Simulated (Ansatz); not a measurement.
GaP: the change of energy above lowest point with volume scale

All results are calculated (Ansatz 0.2.0). Free energy against uniform scaling of the volume at fixed shape and fractions; periodic cell, basis, potentials, k mesh and filling as listed.

The cell before it is scaled or strained (space group F-43m, No. 216):
```
CELL_PARAMETERS angstrom
0.00000 2.73430 2.73430
2.73430 0.00000 2.73430
2.73430 2.73430 0.00000
ATOMIC_POSITIONS crystal
Ga 0.00000 0.00000 0.00000
P 0.25000 0.25000 0.25000
```

Settings of every row: functional r2SCAN; dispersion none; potentials PAW; wave cutoff 600 eV; density cutoff 2400 eV; k mesh 6x6x6; k shift 0x0x0; occupations fixed; smearing width 0 eV; spin none.

```csv
row,volume scale,V (Å³/atom),energy above lowest point (meV/atom)
1,0.9406,19.228,15.3
2,0.9703,19.836,2
3,1,20.443,0
4,1.0297,21.05,?
5,1.0594,21.657,23.1
```

Question: what energy above lowest point should row 4 give?

Worked fit of energy above lowest point. Take u = (V_r/V)^(2/3) − 1 with V_r = 20.139 Å³ an atom, which is twice the finite (Eulerian) strain; such expansions in the strain, on which the Birch-Murnaghan equation of state is built, carry the rest volume and the bulk modulus. The shown rows have u = 0.03134, 0.01016, -0.00994, -0.04729. Least squares give energy above lowest point = −0.28 + 101.5 × u + 12603 × u² meV/atom; a straight line predicts inner rows, each left out in turn, worse (root mean square 12 against 0.11 meV/atom). The rows lie off it by 0.0, -0.1, 0.0, 0.0. Its lowest point lies at u = -0.0040, or V = 20.26 Å³ an atom, and the curvature there gives the bulk modulus at fixed shape and fractions, B = (4/9)(1 + u)² E″(u)/V = 87.9 GPa. The withheld row has u = -0.02906, so the fit gives −0.28 + 101.5 × (-0.02906) + 12603 × (-0.02906)² = 7.4 meV/atom.

The calculation gave 7.5 meV/atom. The fit lies 0.1 meV/atom (1.3 % of the value, 0.43 % of the column's range) below it, one unit of the last digit.
